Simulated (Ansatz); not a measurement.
# A series in volume scale on BAs

All results are calculated (Ansatz 0.2.0). Free energy against uniform scaling of the volume at fixed shape and fractions; periodic cell, basis, potentials, k mesh and filling as listed.

The cell before it is scaled or strained (space group F-43m, No. 216):
```
BAs
1.0
      0.0000     2.3885     2.3885
      2.3885     0.0000     2.3885
      2.3885     2.3885     0.0000
B As
1 1
Direct
  0.00000 0.00000 0.00000
  0.25000 0.25000 0.25000
```

Settings of every row: functional PBE; dispersion none; potentials all-electron LAPW; k mesh 8x8x8; k shift 0x0x0; occupations fixed; smearing width 0 eV; spin none.

| row | volume scale | V (Å³/atom) | energy above lowest point (meV/atom) |
| --- | --- | --- | --- |
| 1 | 0.92 | 12.536 | 63.4 |
| 2 | 0.96 | 13.081 | ? |
| 3 | 1 | 13.626 | 0.2 |
| 4 | 1.04 | 14.171 | 0 |
| 5 | 1.08 | 14.716 | 15.7 |

Question: what energy above lowest point should row 2 give?

Worked fit of energy above lowest point. Take u = (V_r/V)^(2/3) − 1 with V_r = 13.898 Å³ an atom, which is twice the finite (Eulerian) strain; such expansions in the strain, on which the Birch-Murnaghan equation of state is built, carry the rest volume and the bulk modulus. The shown rows have u = 0.07118, 0.01326, -0.01288, -0.03741. Least squares give energy above lowest point = −2.1 + 4.9 × u + 12860 × u² meV/atom; a straight line predicts inner rows, each left out in turn, worse (root mean square 23 against 0.066 meV/atom). All shown rows lie on it to the printed digit. Its lowest point lies at u = -0.0002, or V = 13.9 Å³ an atom, and the curvature there gives the bulk modulus at fixed shape and fractions, B = (4/9)(1 + u)² E″(u)/V = 132 GPa. The withheld row has u = 0.04122, so the fit gives −2.1 + 4.9 × (0.04122) + 12860 × (0.04122)² = 20.0 meV/atom.

The calculation gave 19.9 meV/atom. The fit lies 0.1 meV/atom (0.16 % of the column's range) above it, one unit of the last digit.
